How much of a lattice mismatch should a layered carbon crystal be made to carry? If it has to share its in-plane lattice with another material, in a model cell or on a rigid support, the answer depends on two costs: the energy stored in each atom and the stress that the support has to hold. Both can be estimated in a minute with a pencil, for equal strain along the two in-plane directions:

**energy change ≈ 7 p² (1 − p/40) meV per atom**

**stress xx ≈ −12.5 p (1 − p/20) GPa**

Here p is the strain in per cent, positive for stretching. Stress xx is the in-plane stress, equal in both directions and positive in compression, so a stretched crystal has a negative value. The rule summarises this LDA calculation, in which the spacing of the layers could adjust at each non-zero strain.

Carbon (R-3m, 12 atoms in the cell, a = 2.445 and c = 20.727 Å unstrained) under equal strain along a and b; c and the atoms are relaxed except at zero strain. Ansatz 0.2.0, LDA, plane-wave PAW, scalar-relativistic, no spin polarisation, cutoff 420 eV, k mesh 18×18×2, Gaussian smearing 0.01 eV. Stress is positive in compression; changes are relative to zero strain.

| strain (%) | energy change (meV/atom) | volume change (%) | c over a | stress xx (GPa) | stress zz (GPa) |
| --- | --- | --- | --- | --- | --- |
| -3 | 68.3 | -6.83 | 8.6544 | 44.11 | 0.00 |
| -2 | 29.6 | -4.60 | 8.5934 | 27.92 | -0.01 |
| -1 | 7.2 | -2.39 | 8.5285 | 13.26 | -0.01 |
| 0 | 0.0 | 0.00 | 8.4780 | 0.00 | -0.05 |
| 1 | 6.8 | 2.06 | 8.3983 | -12.00 | 0.01 |
| 2 | 26.7 | 4.32 | 8.3345 | -22.83 | 0.01 |
| 3 | 58.7 | 6.66 | 8.2755 | -32.57 | 0.01 |

## Why the energy follows the bonds

Each carbon atom has three neighbours in its layer, and every bond is shared by two atoms, which makes one and a half bonds per atom. When a flat layer is stretched equally in both directions, the hexagons grow without changing shape. The angles stay at 120°, and every bond lengthens by the same percentage as the lattice. The crystal then acts as a large set of identical springs pulled together, and one bond curve describes them all.

Near its minimum a spring stores energy as the square of its extension. Halving the strain therefore cuts the energy to about a quarter, while the stress falls only to about half. This helps when a mismatch can be divided between two materials. If they are equally stiff and equally thick and each takes half, each stores about a quarter of the energy that one would store alone, so the total falls to about half.

A real bond is not a perfect spring. When it is shortened, the repulsion between the atoms rises steeply; when it is lengthened, the pull that draws it back grows more and more slowly. Squeezing therefore costs more than stretching by the same amount, as the table shows at every strain: 68.3 meV per atom at −3 % against 58.7 at +3 %.

The Morse curve, a standard form for bond energies, puts this into a formula. It gives the energy of one bond as D(1 − e^(−βd))², where d is the extension, D the depth of the well and β sets how quickly the bond weakens. For small d this becomes Dβ²d²(1 − βd). Since d is proportional to p, the energy per atom takes the form A p²(1 − g p) at small strain, with A for the stiffness of the bonds and g for their lopsidedness. Any smooth energy curve with its minimum at zero strain begins with a square and a cube in this way, so the rule does not depend on the bond being exactly a Morse bond.

## Finding the two constants

Two energies are enough, one on each side of zero. At −2 % and +2 % the table gives 29.6 and 26.7 meV per atom. In their average the lopsided part cancels, and dividing the average by 2² gives A ≈ 7. Half their difference is about 5 % of the average; spread over 2 % of strain, that is 2.6 % per per cent, or roughly 1/40.

Without any table, ordinary bond data come close. The force constant of an aromatic carbon bond is roughly 700 N/m, a recalled value, which is 44 eV/Å². With one and a half bonds of 1.41 Å per atom, the energy is 1.5 × ½ × 44 × 1.41² ≈ 66 eV times the square of the fractional strain, or 6.6 meV per atom at 1 %. This supports the bond picture but does not prove it, because the constant taken from the crystal also contains couplings between neighbouring bonds.

The analysis printed after this text contains a slip at this point: its effective force constant of 75.61 N/m is ten times too small. The factor that converts eV/Å² to N/m was entered ten times too small, and the correct value is about 760 N/m. The rule itself does not use this number.

## From energy to stress

The layers are almost free of stress along c, so the energy stored during stretching comes from the in-plane stress alone. That stress does work along two directions, which gives

stress xx = −(1 + ε)/(2V) × dE/dε,

where E is the energy per atom, V the volume per atom and ε = p/100. For small strain the energy is 70 eV × ε², and V is 8.94 Å³. The stress per unit strain is therefore 70/8.94 ≈ 7.8 eV/Å³, or about 1250 GPa, which is 12.5 GPa for each per cent.

Why is the stress twice as lopsided as the energy? Taking the slope of p²(1 − g p) multiplies the correction by 1.5, which raises it from 2.6 to 3.9 % per per cent. The rest is geometry: stress is force divided by area, and the side face on which the force acts grows by about 1.2 % for each per cent of stretch. Together they make about 5 %, hence the 1/20 in the rule, and the computed stresses at ±3 % show the same asymmetry.

## Two rows worked by hand

Take +3 %, which was not used to find the constants.

- Energy: 7 × 9 × (1 − 3/40) = 63 × 0.925 ≈ 58.3 meV per atom; the table has 58.7.
- Stress: −12.5 × 3 × (1 − 3/20) = −37.5 × 0.85 ≈ −31.9 GPa; the table has −32.57.

Now take −1 %, also outside the calibration. Both corrections change sign, because the bonds are being shortened.

- Energy: 7 × 1 × (1 + 1/40) ≈ 7.2 meV per atom, as in the table.
- Stress: 12.5 × 1 × (1 + 1/20) ≈ 13.1 GPa; the table has 13.26.

## How far to trust it

Over the whole table the rule stays within 1 % of the computed energy and a little over 2 % of the computed stress. Its stress is slightly too small in size at every non-zero strain. If the corrections in brackets are dropped, the error at 3 % grows to about 8 % for the energy and 15 % for the stress. For a quick energy cost the plain square may do; for a load the correction is worth keeping.

The good stress values confirm the arithmetic and the short formula, but they are no separate test of the bond picture. Energy and stress come from the same calculation and are tied together by the work relation. The percentages also measure agreement with this LDA calculation, not with a measured crystal. The calculation leaves out temperature and zero-point motion, and it combines LDA with PAW datasets made for another functional, PBE.

Do not carry the rule far beyond 3 %. At 10 % stretch it gives a tension of 62.5 GPa and has just reached its maximum, which looks like a strength limit but only reflects where the formula was cut off. The full Morse curve with practically the same two constants gives about 76 GPa there. Inside the table the Morse form follows the computed stresses more closely, within about 0.3 %, but no row tests either form at 10 %.

Compression needs a further caution. The small repeating cell has no room for long ripples, by which thin layers can escape being squeezed. The values for negative strain are therefore the cost of layers held flat over long distances, as between stiff neighbours. If the layers are free to ripple, the real stress may be lower.

The rule also needs equal strain in both directions. Pulling along one direction alone bends the bond angles as well, and that brings in a second kind of stiffness that these rows do not contain.

## What happens to the layer spacing

A rubber sheet gets thinner when it is stretched, but this crystal does not. The column c over a falls along the series only because a grows faster than c. Multiplying it by a shows that c itself increases, from 20.52 Å at −3 % to 20.84 Å at +3 %, or about 0.25 % for each per cent of in-plane strain.

The row at zero strain stands slightly off this line. It is a single calculation in which c was not readjusted, and its small stress zz shows that the layers are held a little too far apart. This puts a kink in c over a and makes the other volume changes about 0.2 percentage points too low, while the effect on the energy is negligible. To estimate c, use the line through the six strained rows: c ≈ 20.69 + 0.051 p, in Å.

These data do not explain why the layers move apart. LDA lacks the long-range dispersion attraction that helps to hold such layers together, and the fixed symmetry prevents them from sliding over each other. The layers are also not stacked as in ordinary graphite: the cell holds six of them, in a different sequence. Treat the spacing as a result for this stacking and this functional. If a design depends on it, repeat the calculation with a method that includes dispersion; for the in-plane cost, the pencil rule serves between −3 and +3 %.

Output of the analysis:

```
A from the energies at +2 and -2 % (meV/atom per %^2): 7.037
g from the same two energies (% of energy per % strain): 2.575
stress constant that follows from A (GPa per % strain): 12.61
fit of cc on 6 rows (abs(p) > 0): constant 20.69 +/- 0.0027, coefficient of p 0.05111 +/- 0.0013; rms 0.00549, worst -3 0.0089, leave-one-out rms 0.00901
  rows outside the fit (model, value, miss): 0 20.69, 20.73, -0.0413
growth of c (% per % in-plane strain): 0.2471
excess of c in row 0 over the line (%): 0.1994
stress asymmetry from the derivative, 1.5 g (% per %): 3.863
stress asymmetry from wider edge and spacing (% per %): 1.247
stress asymmetry in the table at 3 % strain (% per %): 5.017
hand rule against the table:
  row  energy_rule_meV  energy_miss_%  stress_rule_GPa  stress_miss_%  Morse_stress_GPa    c_A
   -3            67.72        -0.8419            43.12         -2.233             44.24  20.52
   -2             29.4        -0.6757             27.5         -1.504                28  20.59
   -1            7.175        -0.3472            13.12         -1.018              13.3  20.64
    0                0              0                0              0                 0  20.73
    1            6.825         0.3676           -11.88         -1.042            -12.01  20.74
    2             26.6        -0.3745            -22.5         -1.445            -22.83  20.78
    3            58.28         -0.724           -31.88         -2.134            -32.55  20.84
largest miss of the hand rule, energy (%): 0.8419
largest miss of the hand rule, stress (%): 2.233
largest miss of the full Morse form, stress (%): 0.3027
largest miss without the asymmetry term, energy (%): 7.76
largest miss without the asymmetry term, stress (%): 15.14
tension at 10 % strain by the hand rule, outside the table (GPa): 62.5
tension at 10 % strain by the Morse form, outside the table (GPa): 76.25
effective bond force constant from A (N/m; aromatic bonds roughly 700, recalled): 75.61
Morse exponent from g (1/A; roughly 2, recalled): 1.827
```
